# GW plus cumulant: quasiparticle energy, width and complex weight

## Statement

Conventions: $\hbar=1$, zero temperature, retarded functions, Gaussian $e^2$. $G_0$ has the pole $e_k$, and $\omega$ is measured from $e_k$. The $G_0W_0$ self-energy, minus any potential already contained in $e_k$, is taken diagonal and has a static part $\Sigma^s_k$ (exchange minus that potential) and a dynamic part:

$$\Sigma_k(e_k+\omega)=\Sigma^s_k+\int_{-\infty}^{\infty}d\nu\,\frac{\beta_k(\nu)}{\omega-\nu+i0},\qquad \beta_k(\omega)=\frac{|{\rm Im}\,\Sigma_k(e_k+\omega)|}{\pi}.\tag{1}$$

**Cumulant.** The retarded form (Kas, Rehr and Reining, 2014) is

$$G_k(t)=-i\theta(t)\,e^{-i(e_k+\Sigma^s_k)t+C_k(t)},\qquad C_k(t)=\int d\omega\,\beta_k(\omega)\,\frac{e^{-i\omega t}+i\omega t-1}{\omega^2}.\tag{2}$$

**Long times.** Let $\beta_0=\beta_k(0)$, $\beta_1=\beta_k'(0)$, and let $(\beta_k-\beta_0-\beta_1\omega)/\omega^2$ be integrable near $\omega=0$. Then $G_k(t)\to -iZ_k\,e^{-iE_kt-\Gamma_kt}$ with

$$E_k=e_k+{\rm Re}\,\Sigma_k(e_k),\qquad \Gamma_k=|{\rm Im}\,\Sigma_k(e_k)|=\pi\beta_0,\qquad Z_k=e^{\Sigma_k'(e_k)},\tag{3}$$

$$\ln|Z_k|=-{\rm P}\!\int_{-\infty}^{\infty}\!d\omega\,\frac{\beta_k(\omega)-\beta_0}{\omega^2},\qquad \phi_k\equiv\arg Z_k=-\pi\beta_1.\tag{4}$$

$\Gamma_k$ is the half width at half maximum; the population lifetime is $1/2\Gamma_k$. $Z_k$ takes the place of the Dyson factor $1/(1-\Sigma_k')$, with which it agrees to first order in $\Sigma'_k$. The integral $\int\beta_k/\omega^2$ without the subtraction in (4) diverges whenever $\beta_0\neq0$ and isn't the weight exponent. The index $k$ is dropped below.

## Proof

**Matching.** To first order in $W$, $G=G_0+G_0\Sigma G_0$ with $G_0=1/(\omega+i0)$. For $t>0$ the Fourier integral closes in the lower half plane. One spectral element of (1) gives

$$\int\frac{d\omega}{2\pi}\frac{e^{-i\omega t}}{(\omega+i0)^2(\omega-\nu+i0)}=-i\left[\frac{e^{-i\nu t}}{\nu^2}+\frac{i\nu t-1}{\nu^2}\right],$$

the second term being the residue at the double pole. The static part gives $-i(-i\Sigma^st)$. Equating the sum with the first-order term of $G_0(t)\exp(\cdot)$ yields (2). Since $C(0)=C'(0)=0$, the spectral function has unit area and first moment $e_k+\Sigma^s$.

**Long times.** The kernel of (2) tends to $-t^2/2$ at $\omega=0$, so the integrand is regular, and $\omega^2$ may be replaced by $(\omega-i\eta)^2$, $\eta\to0^+$, in the whole kernel. After that the three terms exist separately.

The linear term is $it\int\beta/(\omega-i0)=-it[\Sigma(e_k)-\Sigma^s]$ by (1). Its real part is $-\pi\beta_0t$.

The constant term is $-\int\beta/(\omega-i0)^2=\Sigma'(e_k)$, the derivative of (1). Integration by parts turns it into $-{\rm P}\!\int\beta'/\omega-i\pi\beta_1$. Integrating the principal value back by parts, with $\beta-\beta_0$ as the antiderivative, gives (4). The real part is the Hadamard finite part of $-\int\beta/\omega^2$.

For the oscillating term, $\int e^{-i\omega t}(\omega-i\eta)^{-n}d\omega=0$ for $t>0$ and $n=1,2$, because the pole lies in the upper half plane. So $\beta$ may be replaced by $\beta-\beta_0-\beta_1\omega$. The quotient by $\omega^2$ is then integrable at the origin and has at worst a monotonic $1/\omega$ tail, and the term vanishes as $t\to\infty$ by the Riemann–Lebesgue lemma. This proves (3).

**Closed-form case.** For $\beta=(A/\pi)\gamma/[(\omega+\omega_0)^2+\gamma^2]$ and $p=-\omega_0-i\gamma$, the dynamic self-energy is $A/(\omega-p)$ and $C(t)=A(e^{-ipt}+ipt-1)/p^2$. The first term decays as $e^{-\gamma t}$, and the others are $-it\,(-A/p)$ and $-A/p^2$, the value and slope of $A/(\omega-p)$ at zero.

**Line shape.** With $y$ measured from $E$, the pole term $Z/(y+i\Gamma)$ contributes

$$A_{\rm qp}(y)=\frac{|Z|}{\pi}\,\frac{\Gamma\cos\phi-y\sin\phi}{y^2+\Gamma^2}.\tag{5}$$

Setting $y=\Gamma\tan\vartheta$ makes this proportional to $\cos\vartheta\cos(\vartheta+\phi)$, so the maximum lies at $y=-\Gamma\tan(\phi/2)$. The area between symmetric limits tends to $|Z|\cos\phi$.

## Inputs: the bottom of the Al conduction band

The model is the electron gas at the valence density of Al, with free-electron $G_0$ and RPA screening. The input is the approximate fcc lattice constant 4.05 Å with three electrons per atom: $n=0.1806$ Å$^{-3}$, $k_F=1.749$ Å$^{-1}$, $r_s=2.07$, $E_F=11.65$ eV, $\omega_p=15.78$ eV, and $\lambda=4/(\pi k_Fa_0)=1.376$. Unrounded values are carried through. At $k=0$, $e_k=0$ and the intermediate electron has $\epsilon_q=q^2/2m$. With $b(q,\nu)=-{\rm Im}\,\varepsilon^{-1}(q,\nu)/\pi$ and occupation $n_q$,

$$\Sigma^c(E)=\frac{2e^2}{\pi}\int_0^\infty\! dq\int_0^\infty\! d\nu\,b(q,\nu)\left[\frac{n_q}{E-\epsilon_q+\nu+i0}+\frac{1-n_q}{E-\epsilon_q-\nu+i0}\right].$$

Adding and subtracting $n_q/(E-\epsilon_q-\nu+i0)$ and using the spectral representation of $\varepsilon^{-1}$ gives, for $E\le0$,

$$\Sigma^c(E)=-\frac{2e^2}{\pi}\int_0^\infty\! dq\int_0^\infty\! d\nu\,\frac{b(q,\nu)}{\epsilon_q+\nu-E}-\frac{2e^2}{\pi}\int_0^{k_F}\!dq\left[\frac{1}{\varepsilon^*(q,\epsilon_q-E)}-1\right].\tag{6}$$

The first term is real, so $\Gamma$ and $\phi$ come from the second alone. With $x=q/k_F$, $z=x/2$, $u=m\nu/(qk_F)$, the Lindhard function for $u+z<1$ is $\varepsilon=1+\lambda(f_1+i\pi u/2)/x^2$,

$$f_1=\frac12+\frac{h(z-u)+h(z+u)}{8z},\qquad h(s)=(1-s^2)\ln\frac{1+s}{1-s}.$$

On shell $\nu=\epsilon_q$ means $u=z$, which lies in this region for all $x<1$. There $f_1=\tfrac12+h(x)/4x$ and $\partial_uf_1=-\ell/2$ with $\ell=\ln[(1+x)/(1-x)]$. Define $N=x^2+\lambda f_1$ and $M=\pi\lambda x/4$, so $1/\varepsilon^*=x^2/(N-iM)$. Since $2e^2k_F/\pi=\lambda E_F=16.03$ eV,

$$\Gamma=\lambda E_F\int_0^1\!dx\,\frac{x^2M}{N^2+M^2}=\lambda E_F\times0.0787=1.26\ {\rm eV},\qquad\beta_0=0.401\ {\rm eV}.$$

The derivative of the second term of (6), with $\partial_\nu=\partial_u/(2E_Fx)$, is

$$\Sigma'_{(2)}=\frac{\lambda^2}{4}\int_0^1\!dx\,\frac{x\,(\ell+i\pi)}{(N-iM)^2}=-0.08+0.282\,i .$$

Hence $\phi=0.282$ rad and $\beta_1=-0.090$: the decay rate falls as $E$ moves up toward the Fermi level. The changes of integration region at $x\to0$ and $x\to1$ enter $\beta$ only at second order in $E$, so the condition of (3) holds.

The derivative of the first term of (6) has a positive, nonsingular kernel $1/(\epsilon_q+\nu)^2$. It is evaluated here with a single pole, $b=(\omega_p^2/2\omega_q)\,\delta(\nu-\omega_q)$, and Lundqvist's dispersion, which in units of $2E_F$ reads $\Omega^2=\lambda/3+x^2/3+x^4/4$:

$$\Sigma'_{(1)}=-\frac{\lambda^2}{12}\int_0^\infty\!\frac{dx}{\Omega\,(\Omega+x^2/2)^2}=-0.31 .$$

The single pole leaves out the low-energy pair weight of $b$, which would make this term more negative by a few hundredths. That limits ${\rm Re}\,\Sigma'=-0.39$ to the same few hundredths and doesn't touch $\Gamma$ or $\phi$. By (4),

$$a_{\rm reg}\equiv{\rm P}\!\int d\omega\,\frac{\beta-\beta_0}{\omega^2}=0.39 .$$

## A wrong attempt

**The derivation in this section is wrong; line (W2) is false for this state.**

For a boson spectrum with a gap, (2) is read term by term: a satellite generator, a shift and a normalisation. The attempt does the same here. The integrals are singular at $\omega=0$, so it removes the window $|\omega|<\delta$, with $\delta=0.1$ eV, small against $E_F$ and $\omega_p$:

$$C(t)\approx S_\delta(t)+it\!\int_{|\omega|>\delta}\!\frac{\beta}{\omega}\,d\omega-a_\delta,\qquad S_\delta(t)=\int_{|\omega|>\delta}\!\frac{\beta\,e^{-i\omega t}}{\omega^2}d\omega,\qquad a_\delta=\int_{|\omega|>\delta}\!\frac{\beta}{\omega^2}d\omega.\tag{W1}$$

$$S_\delta(t)\to0\ \text{at long times, as an oscillating integral of an integrable function.}\tag{W2}$$

$$E_\delta=e_k+\Sigma^s-\int_{|\omega|>\delta}\frac{\beta}{\omega}d\omega,\qquad \Gamma_\delta=0,\qquad Z_\delta=e^{-a_\delta}\ \text{real}.\tag{W3}$$

Writing $\beta=(\beta-\beta_0)+\beta_0$ outside the window evaluates the exponent, $a_\delta=a_{\rm reg}+2\beta_0/\delta-\beta''\delta+\dots$, where $\beta''$ is the mean of the one-sided curvatures at zero. On the scale $\beta_1^2/\beta_0=0.020$ eV$^{-1}$ for $\beta''$, the last term is negligible. So $a_\delta=0.39+8.0=8.4$, and the attempt concludes, wrongly, that the band-bottom state is a sharp line of weight $2\times10^{-4}$ and that almost all the spectral weight lies in satellites.

## The symptom

The answer depends on a parameter with no physical meaning, and it has no limit other than zero.

| $\delta$ (eV) | $2\beta_0/\delta$ | $Z_\delta$ (wrong) | $\lvert Z\rvert/Z_\delta$ |
|---|---|---|---|
| 0.5 | 1.6 | 0.14 | 5.0 |
| 0.2 | 4.0 | 0.012 | 55 |
| 0.1 | 8.0 | $2\times10^{-4}$ | $3\times10^{3}$ |
| 0.05 | 16 | $7\times10^{-8}$ | $9\times10^{6}$ |

Refining the treatment makes the result worse, exponentially in $1/\delta$. The same happens on a uniform grid of spacing $\Delta$ when the point $\omega=0$ is skipped: the spurious term is $2\beta_0\sum_{j\ge1}\Delta/(j\Delta)^2=\pi^2\beta_0/3\Delta$, which is 13 for $\Delta=0.1$ eV.

A second sign needs no variation of $\delta$. The input has $|{\rm Im}\,\Sigma(e_k)|=1.26$ eV, the golden-rule decay rate of the hole amplitude, and the output has no decay at all. The double pole of $G_0\Sigma G_0$ has the complex coefficient $\Sigma(e_k)$, so a cumulant matched to it must contain $-\Gamma t$.

A third sign is where the alleged satellites sit. Their first-order density near the line is $\beta_0/\omega^2=\Gamma/\pi\omega^2$, the wing of a Lorentzian of half width $\Gamma$. The weight taken from $Z_\delta$ is the quasiparticle peak itself.

## The faulty line

Line (W1) is harmless for $\delta t\ll1$. The removed piece of the regular kernel is about $-\beta_0\delta t^2$, which vanishes with $\delta$ at fixed $t$. The fault is (W2). It is true as $t\to\infty$ at fixed $\delta$, that is for $t\gg1/\delta$, and so it describes a different system, one whose $\beta$ has a gap of width $2\delta$ and whose state can't decay. The system at hand requires $\delta\to0$ first, and then $S_\delta$ is as divergent as $a_\delta$: $S_\delta(0)=a_\delta$. The two orders of limits agree only if $\beta_0=\beta_1=0$, as at the Fermi level, where $\beta\propto\omega^2$, or for a gapped boson spectrum.

The scales show which order applies. For $\delta=0.1$ eV, $1/\delta=6.6$ fs, against a lifetime $1/2\Gamma=0.26$ fs. By the time (W2) begins to hold, $\Gamma t=12.6$ and the true amplitude has fallen by $3\times10^{-6}$.

## The mended calculation

Keep the window and evaluate $S_\delta$ for $1/W\ll t\ll1/\delta$, where $W$, of the order of several eV, is the scale on which $\beta$ departs from its tangent. Split $\beta=\beta_0+\beta_1\omega+r(\omega)$. The constant part is exact in terms of the sine integral:

$$2\beta_0\int_\delta^\infty\frac{\cos\omega t}{\omega^2}d\omega=2\beta_0\left[\frac{\cos\delta t}{\delta}-t\left(\frac{\pi}{2}-{\rm Si}(\delta t)\right)\right]=\frac{2\beta_0}{\delta}-\pi\beta_0t+\beta_0\delta t^2+\dots$$

The linear part is $-2i\beta_1\int_\delta^\infty\sin(\omega t)\,d\omega/\omega=-2i\beta_1[\pi/2-{\rm Si}(\delta t)]\to-i\pi\beta_1$. The remainder $r/\omega^2$ is regular at the origin, and for it the oscillation argument is valid. Therefore

$$S_\delta(t)\to\frac{2\beta_0}{\delta}-\pi\beta_0t-i\pi\beta_1 ,$$

$$C(t)\to it\,{\rm P}\!\int\frac{\beta}{\omega}d\omega-\pi\beta_0t-\Big(a_\delta-\frac{2\beta_0}{\delta}\Big)-i\pi\beta_1 .$$

The discarded term held three things: the counterterm that cancels the divergence of $a_\delta$, the whole width and the whole phase. As $\delta\to0$ the bracket tends to $a_{\rm reg}$, and (3) and (4) are recovered. The exact expression also shows the other regime: for $\delta t\gg1$ the square bracket tends to zero, and the decay exponent of the windowed system saturates at $2\beta_0/\delta$ where the true one goes on growing as $\Gamma t$.

In practice one either integrates the unsplit kernel of (2), using its limit $-t^2/2$ at $\omega=0$, or uses (4). The subtraction in (4) runs over the whole real axis. If $\beta$ is tabulated on $[-W_g,W_g]$ and is negligible outside, then $a_{\rm reg}={\rm P}\!\int_{-W_g}^{W_g}(\beta-\beta_0)/\omega^2\,d\omega-2\beta_0/W_g$; for $W_g=50$ eV the last term is 0.016. The subtraction mends $|Z|$ only, and the phase $-\pi\beta_1$ must be added separately.

For the band bottom,

$$\ln Z=-0.39+0.282\,i,\qquad |Z|=0.67,\qquad \phi=16^\circ,\qquad 2\Gamma=2.52\ {\rm eV},$$

with the second figure of $|Z|$ uncertain through the single pole in $\Sigma'_{(1)}$. By (5) the pole term peaks 0.18 eV below $E$, on the side where $\beta$ is larger, and its area is $|Z|\cos\phi=0.65$. It turns negative for $y>\Gamma\cot\phi=4.4$ eV. There the decaying part of $C(t)$ can't be dropped. The full spectral function of (2) is non-negative, because for $\beta\ge0$ the function $e^{C(t)}$ is the characteristic function of a probability distribution, a limit of shifted Poisson distributions. With the same on-shell $\Sigma'$, the Dyson factor $1/(1-\Sigma')$ has modulus 0.70 and phase 0.20 rad. It is complex as well, and the two factors differ at second order in $\Sigma'$.

## Size of the error

For $\delta=0.1$ eV, against the exact long-time limit of the same cumulant with the same $\beta$:

| Quantity | Attempt (wrong) | Mended |
|---|---|---|
| $-\ln\lvert Z\rvert$ | 8.4 | 0.39 |
| $\lvert Z\rvert$ | $2\times10^{-4}$ | 0.67 |
| $\phi$ (rad) | 0 | 0.282 |
| full width $2\Gamma$ (eV) | 0 | 2.52 |
| energy minus $E$ (eV) | $-0.018$ | 0 |

The energy entry is $E_\delta-E=\int_{-\delta}^{\delta}\beta_1\,d\omega=2\beta_1\delta$. It is small and vanishes with $\delta$, because the shift integral has only a simple pole and its principal value exists. A band energy that has converged is therefore no evidence that the weight has. The exponent of the weight is too large by $2\Gamma/\pi\delta=8.0$, a factor $3\times10^3$ in $|Z|$. This factor, the lost width and the lost phase depend only on $\beta_0$ and $\beta_1$, which are full RPA values of the model; the few hundredths of uncertainty in $a_{\rm reg}$ cancel from them.

All numbers are those of the electron-gas model at the density of Al, not of the metal. The lattice potential, interband damping of the plasmon and vertex corrections are absent. The spurious exponent is proportional to $\Gamma$, so another value of the on-shell damping rescales it and leaves the $1/\delta$ divergence in place. It fades only toward the Fermi level, where $\Gamma$ vanishes as $(e_k-E_F)^2$, and this is why a term-by-term evaluation tested at $k_F$ can pass there and fail at the band bottom.